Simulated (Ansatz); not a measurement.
Ionic part of the dielectric constant of BP at 25 GPa, mode by mode

Theory: DFT LDA, scalar-relativistic, plane waves, PAW (Ansatz 0.2.0). Settings: 420 eV plane-wave cutoff, Γ-centred 12×12×12 mesh, fixed occupations. No spin polarisation. Phonons by linear response, acoustic sum rule imposed.

It takes space group F-43m (No. 216, cubic). Conventional cell: a = 4.322 Å, b = 4.322 Å, c = 4.322 Å, α = 90.00°, β = 90.00°, γ = 90.00°. B (site symmetry -43m) has 4 P at 1.87 Å as nearest neighbours. Around P (site symmetry -43m) lie 4 B at 1.87 Å.

Other phases may be more stable at this pressure. The bands were filled as in an insulator; under compression the gap may have closed between mesh points.

The primitive cell has V = 20.18 Å³ and ε∞,xx = 9.169. Each polar mode adds Δε = (4.92064×10⁷/V)·S/ν² along x, with S its oscillator strength in e²/amu, ν in cm⁻¹ and V in Å³.

Problem. From these modes, find each Δε and ε0,xx.
```csv
ν (cm⁻¹),S_xx (e²/amu)
920.1,0.1297
```

Solution.
```csv
ν (cm⁻¹),Δε
920.1,0.37
```

The sum is 0.374, so ε0,xx = 9.54; the run's tensor has 9.54.

Problem. Where do the longitudinal modes lie for a wave vector along x?

Solution. At 939 cm⁻¹. The Lyddane–Sachs–Teller product Π(ν_LO/ν_TO)² = 1.04 matches ε0/ε∞ = 1.04.

Cost: 1 run of about 1.2 core-minutes, on Intel Xeon Processor @ 2.50GHz (Skylake/Cascade Lake) (shared hosts).

The static dielectric response of compressed BP is almost entirely electronic: the lattice adds only 0.374 to an ε∞ of 9.169. Boron and phosphorus differ little in electronegativity, so the tetrahedral sp³ bonds are strongly covalent and a relative displacement of the two sublattices produces only a modest dipole. The stiff bonds and the light boron atom also place the transverse mode at 920.1 cm⁻¹; of the two, only the stiffness holds the ionic term down further, because the mass cancels between the oscillator strength and the squared frequency.

The same weak polarity explains why the longitudinal mode lies only slightly higher, at 939 cm⁻¹; the large electronic screening reduces the macroscopic field that separates the two. If the LDA overestimates that screening, as it often does in semiconductors, the splitting is probably somewhat too small, whereas the ionic increment does not depend explicitly on ε∞. Since the oscillator strength contains the square of the dynamical charge, these data do not show which sublattice carries the negative one.
